A spectral model of heliumlike zinc needs a rule for sharing strength among the lines of a multiplet. The choice is between the LS rules that the term labels suggest, the jj rules of heavy ions, and an explicit mixing coefficient for each level. For Zn$^{28+}$ both limiting rules fail. Measured against the computed elements, LS coupling misses the twelve spin-allowed lines that involve a mixed level by 6.6 % rms, and jj coupling misses them by 9.9 %. The four intercombination lines are lost almost wholly in LS coupling and are off by 52 % rms in jj coupling. One mixing number per pair of levels, taken from the same calculation and carried over from $n=3$ to $n=4$ and 5, brings these errors to 0.4 % and 1.2 %.

Electric dipole lines of heliumlike Zn$^{28+}$, computed with B-spline many-body code 1 by no-pair Dirac configuration interaction of the two electrons, with Breit and QED terms. Matrix elements are in length form, and the nucleus is finite with an rms radius of 3.9283 fm. The ion has no core, so the static RPA correction for core polarisation has nothing to act on.

| upper | lower | reduced element (a.u.) | without core polarisation (a.u.) | wavelength (nm) | rate (s⁻¹) | weighted oscillator strength |
| --- | --- | --- | --- | --- | --- | --- |
| 1s2p 3P1 | 1s2 1S0 | 0.02202 | 0.02202 | 0.1385 | 1.232e+14 | 0.1063 |
| 1s2p 1P1 | 1s2 1S0 | 0.05529 | 0.05529 | 0.1378 | 7.891e+14 | 0.6739 |
| 1s3p 3P1 | 1s2 1S0 | 0.009137 | 0.009137 | 0.1173 | 3.498e+13 | 0.02163 |
| 1s3p 1P1 | 1s2 1S0 | 0.02247 | 0.02247 | 0.1171 | 2.124e+14 | 0.1310 |
| 1s4p 3P1 | 1s2 1S0 | 0.005455 | 0.005455 | 0.1113 | 1.458e+13 | 0.008123 |
| 1s4p 1P1 | 1s2 1S0 | 0.01330 | 0.01330 | 0.1112 | 8.675e+13 | 0.04828 |
| 1s5p 3P1 | 1s2 1S0 | 0.003780 | 0.003780 | 0.1087 | 7.507e+12 | 0.003992 |
| 1s5p 1P1 | 1s2 1S0 | 0.009152 | 0.009152 | 0.1087 | 4.403e+13 | 0.02340 |
| 1s3p 3P0 | 1s2s 3S1 | 0.05783 | 0.05783 | 0.7461 | 1.631e+13 | 0.1361 |
| 1s3p 3P1 | 1s2s 3S1 | 0.09233 | 0.09233 | 0.7458 | 1.388e+13 | 0.3472 |
| 1s3p 3P2 | 1s2s 3S1 | 0.1258 | 0.1258 | 0.7420 | 1.571e+13 | 0.6483 |
| 1s4p 3P0 | 1s2s 3S1 | 0.02450 | 0.02450 | 0.5563 | 7.066e+12 | 0.03278 |
| 1s4p 3P1 | 1s2s 3S1 | 0.03906 | 0.03906 | 0.5563 | 5.987e+12 | 0.08332 |
| 1s4p 3P2 | 1s2s 3S1 | 0.05404 | 0.05404 | 0.5554 | 6.909e+12 | 0.1597 |
| 1s3d 3D1 | 1s2p 3P0 | 0.1292 | 0.1292 | 0.7554 | 2.616e+13 | 0.6715 |
| 1s4d 3D1 | 1s2p 3P0 | 0.04750 | 0.04750 | 0.5636 | 8.509e+12 | 0.1216 |
| 1s5d 3D1 | 1s2p 3P0 | 0.02730 | 0.02730 | 0.5043 | 3.923e+12 | 0.04488 |
| 1s3d 3D2 | 1s2p 3P1 | 0.1939 | 0.1939 | 0.7566 | 3.517e+13 | 1.509 |
| 1s3d 3D1 | 1s2p 3P1 | 0.1042 | 0.1042 | 0.7565 | 1.692e+13 | 0.4357 |
| 1s4d 3D2 | 1s2p 3P1 | 0.07129 | 0.07129 | 0.5643 | 1.146e+13 | 0.2736 |
| 1s4d 3D1 | 1s2p 3P1 | 0.03823 | 0.03823 | 0.5643 | 5.496e+12 | 0.07870 |
| 1s5d 3D2 | 1s2p 3P1 | 0.04094 | 0.04094 | 0.5049 | 5.279e+12 | 0.1009 |
| 1s3d 3D3 | 1s2p 3P2 | 0.2696 | 0.2696 | 0.7685 | 4.636e+13 | 2.873 |
| 1s4d 3D3 | 1s2p 3P2 | 0.09814 | 0.09814 | 0.5713 | 1.495e+13 | 0.5121 |
| 1s3d 1D2 | 1s2p 1P1 | 0.2154 | 0.2154 | 0.7781 | 3.990e+13 | 1.811 |

Levels are labelled by configuration and term $^{2S+1}L_J$. The reduced element $D$ is the dipole matrix element in atomic units. The rate goes as $D^2/[(2J_u+1)\lambda^3]$, with $J_u$ the angular momentum of the upper level and $\lambda$ the wavelength, and it refers to that one line, not to the whole decay of the level. The weighted oscillator strength goes as $D^2/\lambda$. Both columns can be rebuilt from $D$ and $\lambda$ to 0.15 % or better, so only $D$ needs explaining. The ion has no core. The column without core polarisation therefore equals $D$ by construction and says nothing about that effect, and the method amounts to relativistic CI with Breit and QED terms.

The smooth pattern is that of one electron jumping beside a 1s spectator: $D$ is an angular factor times a hydrogenic radial integral $R$, with charge $Z-1$ for excited orbitals and $Z-5/16$ for the ground state. Nine lines test this cleanly, because both their levels ($^3S_1$, $^3P_0$, $^3P_2$, $^3D_1$, $^3D_3$) have no singlet of the same $J$ in their configuration. With non-relativistic integrals these lines scatter within a multiplet. For 3p–2s the ratio of table to model is 0.948 from $^3P_0$ and 0.922 from $^3P_2$; for 3d–2p it is 0.966 to $^3P_0$ and 0.984 to $^3P_2$. Point-nucleus Dirac integrals remove the scatter, giving 0.957 twice and 0.990 against 0.989. The reason is that $^3P_0$ holds a pure p$_{1/2}$ electron and $^3P_2$ a pure p$_{3/2}$ one, and p$_{1/2}$ is the more contracted. Contraction helps the overlap when p is the diffuse upper orbital and hurts it when p is the compact lower one, which accounts for the opposite signs.

What remains is one factor per group of lines that share $nl$ and $n'l'$, between 0.957 and 1.007. These factors are the only numbers adjusted to the table. Each is the mean ratio of table to Dirac model over the unmixed lines of the group, or, for $n$p–1s where every line is mixed, the ratio of the root summed squares. The agreement of unmixed lines is thus a test only in the four groups that have two of them, and each $n$p–1s pair gives one test, not two. The factors lie farthest from one for the 2s lines. The same calculation puts 1s2s $^3S_1$ at 8911.65 eV and 1s2p $^3P_0$ at 8946.42 eV, although 2s and 2p$_{1/2}$ are degenerate in a Dirac hydrogenic ion, so the 2s electron is bound more tightly than 2p$_{1/2}$, which a common charge $Z-1$ cannot reproduce. That a more compact 2s explains the whole 4 % is plausible but was not computed.

Against this baseline the breaks fall into four groups. The lines $n$p $^3P_1 \to$ 1s$^2$ $^1S_0$ should nearly vanish: the Dirac LS model gives 0.00002 for $n=2$, the table 0.02202. Eight lines are low by 7.0 to 7.6 %: the four from $^1P_1$ to the ground state, the two $^3P_1 \to {}^3S_1$ and the two $^3D_1 \to {}^3P_1$. The line $^1D_2 \to {}^1P_1$ is low by 4.9 %. The three lines $^3D_2 \to {}^3P_1$ are low by only 0.3 to 0.5 %, although both their levels can mix. Rounding of the elements is at most 0.05 %.

The cause of all four is singlet–triplet mixing by the spin–orbit interaction. In 1s$nl$ the triplet and the singlet with $J=l$ share parity and $J$, and the level called a triplet is $\cos\theta\,|{\rm triplet}\rangle+\sin\theta\,|{\rm singlet}\rangle$, with purity $p=\cos^2\theta$. For a p electron with spin–orbit constant $\zeta$, the operator $\zeta\,\mathbf l\cdot\mathbf s$ couples the two by $V=\zeta/\sqrt2$ and lowers the triplet by $\zeta/2$. With $2K$ the exchange splitting, the unmixed gap is $\Delta=2K+\zeta/2$, and
$$\tan 2\theta=\frac{2V}{\Delta}=\frac{\sqrt2\,\zeta}{2K+\zeta/2}.$$
The calculation gives $p=0.864$ for 1s2p $^3P_1$ and a splitting of $\delta E=48.62$ eV from $^1P_1$. Inverting, $V=\delta E\sqrt{p(1-p)}=16.7$ eV and $\Delta=\delta E\,(2p-1)=35.4$ eV. Since the one-electron fine structure is $3\zeta/2$, $V$ should be $\sqrt2/3$ of it, which for a Dirac 2p electron is 15.5 eV at charge 29 and 17.8 eV at charge 30. The inverted value lies between the two, the right size for a screened spin–orbit coupling. The formula omits the two-electron Breit terms, and they are not negligible: the calculated $^3P_2$–$^3P_0$ interval of 30.87 eV, also $3\zeta/2$ in this formula, would give only $V=14.6$ eV. Such a difference is expected from the spin–other-orbit interaction, which narrows the triplet but strengthens its coupling to the singlet. What remains of $\Delta$ after subtracting $\zeta/2$ should therefore not be read as pure exchange.

Two pendulums of unequal length joined by a weak spring behave in the same way. If only one is driven, both normal modes respond, each in proportion to its share of the driven pendulum, and the total response is conserved. The singlet is the driven pendulum for light from the $^1S_0$ ground state. The picture has two bounds. A symmetric spring mixes towards half and half, whereas here $\zeta$ also widens the gap, so that $\tan2\theta\to2\sqrt2$ and the singlet share stops at 1/3. And one pair of pendulums describes only lines with a single mixed level.

For such lines $D$ is multiplied by $\sqrt p$ or $\sqrt{1-p}$. As a worked case, take 1s3d $^3D_1\to$ 1s2p $^3P_1$, a row that entered no adjustment. LS algebra gives $D^2=\tfrac23R^2$ for the line to $^3P_0$ and $\tfrac12R^2$ for the line to $^3P_1$. The unmixed line fixes $R=0.1292/\sqrt{2/3}=0.1582$, so the LS value is $0.1582\sqrt{1/2}=0.1119$. The upper level is pure triplet and cannot reach the singlet part of the lower, which leaves $0.1119\times\sqrt{0.864}=0.1040$. The table has 0.1042, 0.2 % higher, and the $j$-dependent integrals close the difference to below 0.1 %. The same factor orders the rates of 1s3p $\to$ 1s2s $^3S_1$. In LS coupling $D^2\propto 2J_u+1$, the degeneracy cancels, and the three rates would be nearly equal. The ratio of $^3P_1$ to $^3P_0$ is 0.851, close to the purity of 0.853.

The apparently intact $^3D_2\to{}^3P_1$ lines involve the most strongly mixed level for which a purity is given. 1s3d $^3D_2$ is only 0.636 triplet, near the jj value of 0.60, so its label is nominal; theory puts this down to the small exchange between a 1s electron and a non-penetrating d electron. With both levels mixed there are two paths, triplet to triplet with angular factor $\sqrt{3/2}$ and singlet to singlet with $\sqrt2$:
$$D/R=\sqrt{1.5\times0.864\times0.636}+\sqrt{2\times0.136\times0.364}=0.908+0.315=1.223,$$
against $\sqrt{1.5}=1.225$ in pure LS. The triplet path alone would fall 26 % short. The purities do not give the relative sign. It follows from both levels leaning to the lower $j$ (p$_{1/2}$, d$_{3/2}$), and with it the three lines are matched to 0.3 % or better, the 3d purity being assumed for 4d and 5d. The agreement with LS is therefore a near cancellation, and a line that obeys an LS ratio is no evidence of pure states. For the partner $^1D_2\to{}^1P_1$ the weights are exchanged, $\sqrt2\times0.741+1.225\times0.222=1.32$ against 1.414, and the cancellation is incomplete. The table lies 1.2 % above the full model here. A likely reason, not checked, is that the scale comes from triplet lines, while exchange pushes the singlet 2p outward into better overlap with 3d.

The breaks barely change along a Rydberg series because $\zeta$ and $K$ both arise near the nucleus and both fall roughly as $n^{-3}$. For $\zeta$ the levels bear this out: the $^3P_2$–$^3P_0$ interval shrinks by a factor of 3.39 from 2p to 3p, against $27/8=3.38$, equal within the rounding of the 3p energies. A slow drift remains. Solving the Dirac model for the purity that reproduces each ratio of $^3P_1$ to $^1P_1$ elements gives singlet shares of 0.137, 0.147, 0.150 and 0.153 for $n=2$ to 5, where the calculation itself reports 0.136 and 0.147 for the first two. The largest misfit, the 5p intercombination element 2.1 % above the model, and that of 4p at 1.2 % come where the 3p purity was carried upward; $\sqrt{0.153/0.147}=1.02$ is that size. The drift implies that the gap falls a little faster with $n$ than the coupling does, which is read from the lines and not derived. For 2p the Landé factor gives a share of 0.136 and the magnetic dipole lines to $^3P_0$ and $^3P_2$ give 0.139 and 0.132. All come from the same wavefunctions, so they confirm the mechanism inside the calculation and not the accuracy of the mixing angle.

The formula also gives the direction for neighbouring ions. Since $\zeta\propto Z^4$ and $K\propto Z$ approximately, the singlet share grows as about $Z^6$ while it is small and flattens towards 1/3; zinc, at 0.14 to 0.15, is already beyond the small-angle range. In heavier ions the spin-allowed lines with a single mixed level should approach a loss, relative to LS coupling, of $1-\sqrt{2/3}=18$ %, and $^3D_2\to{}^3P_1$ should rise towards $\sqrt{0.6}+\sqrt{4/15}=1.291$, 5 % above LS. In lighter ions the P levels purify first, the singlet path closes, and the same line should fall below its LS value, by as much as $1-\sqrt{0.636}=20$ % if the D level stayed as mixed as it is in zinc.
